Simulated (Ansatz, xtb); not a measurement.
Two isomers of C3H6BNOSi

Structure X is `Bc1ncoc1[SiH3]`, a singlet and structure Y is `Bc1ncc([SiH3])o1`, a singlet. Both are isolated molecules in the gas phase, relaxed with r2SCAN-D4/def2-SVP; the shapes shown needn't be the lowest conformers.

X (Å):

```xyz
13

C    -1.3312    2.0854   -0.2371
C    -0.0044    3.0639    1.1205
C    -0.0414    1.6426   -0.5128
B    -2.6104    1.6550   -0.9598
N    -1.2543    3.0010    0.8246
O     0.8010    2.2687    0.3549
Si    0.6738    0.4338   -1.7687
H    -2.5200    0.8533   -1.8618
H    -3.6846    2.0987   -0.6452
H     0.4958    3.6556    1.8873
H     2.1464    0.3836   -1.5535
H     0.3725    0.9053   -3.1495
H     0.0785   -0.9164   -1.5633
```

Y (Å):

```yaml
atoms:
  - { symbol: C, position_ang: [-1.5171, 0.7975, -1.3857] }
  - { symbol: C, position_ang: [0.3328, 0.4965, -0.3497] }
  - { symbol: C, position_ang: [0.0353, 1.8472, -0.2441] }
  - { symbol: B, position_ang: [-2.8189, 0.6716, -2.1849] }
  - { symbol: N, position_ang: [-0.6391, -0.1330, -1.0589] }
  - { symbol: O, position_ang: [-1.1328, 2.0345, -0.8987] }
  - { symbol: Si, position_ang: [0.8874, 3.3070, 0.5678] }
  - { symbol: H, position_ang: [-3.1336, -0.4121, -2.5982] }
  - { symbol: H, position_ang: [-3.4917, 1.6506, -2.3794] }
  - { symbol: H, position_ang: [1.1978, -0.0321, 0.0534] }
  - { symbol: H, position_ang: [2.1305, 2.7821, 1.1990] }
  - { symbol: H, position_ang: [1.2211, 4.3364, -0.4574] }
  - { symbol: H, position_ang: [-0.0050, 3.9071, 1.6001] }
```

Task: Estimate E(Y) − E(X) at the level CCSD(T)/def2-SVP + ΔMP2/def2-TZVPP.

Result: Too close to call at this level: CCSD(T)/def2-SVP + ΔMP2/def2-TZVPP gives E(Y) − E(X) = +1.08 kJ/mol.

The same difference at several levels:

| level | geometry | E(Y) − E(X) (kJ/mol) | departure from the last row (kJ/mol) | job, with rough time for the two |
| --- | --- | --- | --- | --- |
| GFN2-xTB | GFN2-xTB | −5.01 | −6.09 | optimisation, 0.15 s |
| HF/STO-3G | GFN2-xTB | −2.88 | −3.96 | single point, 0.38 s |
| r2SCAN-D4/def2-SVP//GFN2-xTB | GFN2-xTB | −4.81 | −5.88 | single point, 3.2 s |
| r2SCAN-D4/def2-SVP | r2SCAN-D4/def2-SVP | −5.63 | −6.70 | optimisation, 43 s |
| HF/def2-SVP | r2SCAN-D4/def2-SVP | +6.01 | +4.94 | part of the CCSD(T) run |
| MP2/def2-SVP | r2SCAN-D4/def2-SVP | −1.72 | −2.80 | part of the CCSD(T) run |
| CCSD(T)/def2-SVP | r2SCAN-D4/def2-SVP | +1.42 | +0.34 | single point |
| CCSD(T)/def2-SVP + ΔMP2/def2-TZVPP | r2SCAN-D4/def2-SVP | +1.08 |  | single point, 47 s |

As drawn, both hold the same kinds of bond in the same numbers.

The largest departure from CCSD(T)/def2-SVP + ΔMP2/def2-TZVPP is that of r2SCAN-D4/def2-SVP, 6.70 kJ/mol. The last row adds to CCSD(T) the change of the MP2 difference between the two basis sets, here −0.34 kJ/mol.

With thermal terms from frequencies at re-optimised GFN2-xTB minima (ideal gas, soft modes damped towards free rotors, one conformer each, 298.15 K, 1 atm): the zero-point term adds +0.07 kJ/mol; ΔH is +1.19 and ΔG +0.97 kJ/mol.

The correlated steps freeze 11 core orbitals. Codes used: Ansatz 0.2.0, xtb 6.7.1; the last row on 2 threads of Intel(R) Xeon(R) 6975P-C (Granite Rapids) on a shared host.

The two oxazoles are practically degenerate, and the calculation doesn't establish which is more stable. Silyl stays on C5 in both, so the comparison is essentially between boryl at C4 (X) and at C2 (Y). The near-balance probably reflects opposing effects. At C4, boron's empty p orbital can accept π density pushed from oxygen through the C4–C5 double bond, whereas C2 is the more electron-poor carbon, between nitrogen and oxygen. Y, in turn, avoids placing boryl and silyl on neighbouring carbons.

Electron correlation favours Y: in the same basis and at the same geometries, the difference falls from +6.01 kJ/mol with HF to −1.72 with MP2, then returns to +1.42 with CCSD(T). MP2 thus overshoots the correlation contribution, perhaps by exaggerating π delocalisation differences. r2SCAN-D4's preference for Y is hardly a matter of geometry, since it persists on the GFN2-xTB structures. None of this settles the preference in condensed phases, where boron could bind a neighbouring molecule's ring nitrogen.
